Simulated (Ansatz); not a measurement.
## ZnAu: pressure and energy less free atoms against volume per atom

Periodic Kohn-Sham DFT of a crystal at fixed atoms; pressure and stress are positive in compression; the energy is the free energy less that of spherical unpolarised free atoms; site moments are those in the method's own spheres, positive along +z. The results are calculated, by Ansatz 0.2.0.

Cell of the first row (space group Pm-3m, No. 221):
```
cell vectors (Å)
   3.0828     0.0000     0.0000
   0.0000     3.0828     0.0000
   0.0000     0.0000     3.0828
atoms (fractions of the cell vectors)
Zn  0.50000  0.50000  0.50000
Au  0.00000  0.00000  0.00000
```

Settings of every row: method all-electron LAPW; functional PBEsol; relativity scalar; k mesh 13x13x13; filling fermi-dirac; smearing width 0.05 eV; basis error target 0.5 meV/atom; nucleus gaussian.

Atom start moment: 0 on all atoms.

Limits: no spin-orbit coupling on heavy atoms.

| row | volume per atom (Å³) | pressure (GPa) | energy less free atoms (eV/atom) |
| --- | --- | --- | --- |
| 1 | 14.648 | 7.11 | -2.963 |
| 2 | 14.96 | ? | ? |
| 3 | 15.272 | 0.373 | -2.977 |
| 4 | 15.427 | -1.056 | -2.9767 |
| 5 | 15.583 | -2.393 | -2.975 |
| 6 | 15.739 | -3.646 | -2.972 |
| 7 | 15.895 | -4.819 | -2.9679 |
| 8 | 16.207 | -6.944 | -2.9564 |
| 9 | 16.518 | -8.802 | -2.9411 |

Question: what pressure and energy less free atoms should row 2 give?

Worked fit of pressure. Take u = (V_r/V)^(2/3) − 1 with V_r = 15.661 Å³ an atom, which is twice the finite (Eulerian) strain; such expansions in the strain, on which the Birch-Murnaghan equation of state is built, carry the rest volume and the bulk modulus. The shown rows have u = 0.04559, 0.01691, 0.01009, 0.00333, -0.00331, -0.00984, -0.02259, -0.03489. Least squares give pressure = −3.0283 + 188.792 × u + 698.45 × u² + 844 × u³ GPa; a parabola predicts inner rows, each left out in turn, worse (root mean square 0.013 against 0.0054 GPa). The rows lie off it by 0.000, 0.005, -0.005, -0.001, 0.000, 0.000, 0.002, -0.001 (root mean square 0.0026 GPa). The pressure vanishes at u = 0.0152, or V = 15.31 Å³ an atom, and there the bulk modulus at fixed shape and fractions is B = −V dP/dV = (2/3)(1 + u) dP/du = 143 GPa. The withheld row has u = 0.031, so the fit gives −3.0283 + 188.792 × (0.031) + 698.45 × (0.031)² + 844 × (0.031)³ = 3.521 GPa.

The calculation gave 3.523 GPa. The fit lies 0.002 GPa (0.013 % of the column's range) below it; its largest miss of a shown row is 0.005 GPa.

Worked fit of energy less free atoms. Take u = (V_r/V)^(2/3) − 1 with V_r = 15.661 Å³ an atom, which is twice the finite (Eulerian) strain; such expansions in the strain, on which the Birch-Murnaghan equation of state is built, carry the rest volume and the bulk modulus. The shown rows have u = 0.04559, 0.01691, 0.01009, 0.00333, -0.00331, -0.00984, -0.02259, -0.03489. Least squares give energy less free atoms = −2.97366 − 0.4451 × u + 14.38 × u² + 11.2 × u³ eV/atom; a parabola predicts inner rows, each left out in turn, worse (root mean square 0.00017 against 3e-05 eV/atom). All shown rows lie on it to the printed digit. Its lowest point lies at u = 0.0152, or V = 15.31 Å³ an atom, and the curvature there gives the bulk modulus at fixed shape and fractions, B = (4/9)(1 + u)² E″(u)/V = 143 GPa. The withheld row has u = 0.031, so the fit gives −2.97366 − 0.4451 × (0.031) + 14.38 × (0.031)² + 11.2 × (0.031)³ = -2.9733 eV/atom.

The calculation gave -2.9733 eV/atom. The fit meets it to the printed digit.
